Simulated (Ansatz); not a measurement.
A correction line for wB97M-V/def2-TZVPP: vertical ionisation energy

The vertical ionisation energy (cation less neutral) in eV of 6 molecular compounds of Nb: x at wB97M-V/def2-TZVPP, y at CCSD(T)/def2-TZVPP. Shapes, held fixed at every level: PBE0-D4/def2-TZVP. Flexible molecules stand in one conformer, not always the lowest. Programs: Ansatz 0.2.0.

```
                                          molecule  x (eV)  y (eV)
   C2H8ClN2Nb (SMILES C[N]=[Nb]([CH3])([NH2])[Cl])    9.23    9.40
C3H9F3NNbO (SMILES C[O][Nb]([F])([F])([F])[N](C)C)    9.41    9.48
     C3H10NNbO3 (SMILES C[O][Nb](=[NH])([O]C)[O]C)    9.52       ?
     CH5ClNNbOS (SMILES C[O][Nb]([NH2])(=[S])[Cl])    9.52    9.59
                                     Nb(NH2)(OH)2O   10.30   10.16
                                         Nb(OH)3F2   12.00   11.97
```

Task: Fit y = c + s·x to the known rows and predict y for C3H10NNbO3.

Result: 
1. Means of the 5 rows: x = 10.0920, y = 10.120.
2. Σ(Δx)² = 5.2191, Σ(Δx·Δy) = 4.8984, so the slope is 4.8984/5.2191 = 0.93855.
3. Intercept: 10.120 − (0.93855) × 10.0920 = 0.648. The largest residual of the fit is 0.16.
4. C3H10NNbO3: 0.648 + 0.93855 × 9.52 = 9.58 eV.

CCSD(T)/def2-TZVPP gives 9.63 eV, so the prediction is off by -0.05 eV, within the largest residual. Uncorrected, wB97M-V/def2-TZVPP misses it by -0.11 eV, and the other rows by 0.10 on average. The line removes about 50 % of this miss. Nb(OH)3F2 lies far out in x and weighs most in the slope. Left out in turn, the other rows are missed by 0.18 eV on average, worse than no correction. Cations run unrestricted. For atoms past krypton def2 sets carry core potentials with scalar relativity. Outer-core shells of Nb are correlated, in sets that cover them unevenly.

All six molecules are formally niobium(V), with an empty 4d shell, so ionisation must take its electron mainly from ligand-based orbitals, and the energies follow the donor atoms more than the metal. Nb(OH)3F2, with only oxygen and fluorine donors, holds its electrons tightest, at 11.97 eV in CCSD(T). The compounds with amide, imide or sulfide ligands lie lower, since nitrogen and sulfur lone pairs and π bonds are less strongly bound. Fluorine count alone doesn't set the order: the trifluoride ionises at only 9.48 eV, probably from its electron-rich dimethylamide nitrogen.

The density functional keeps the order of the well-separated cases, but its deviation changes sign. It lies below CCSD(T) for the four organic-ligand compounds and above it for the two hydroxides, most strongly for Nb(NH2)(OH)2O rather than at the top of the range. This suggests that the error depends on where the hole sits and how far it delocalises, which the size of the ionisation energy can't encode. The close prediction for C3H10NNbO3 therefore doesn't establish a transferable linear correction for niobium compounds.
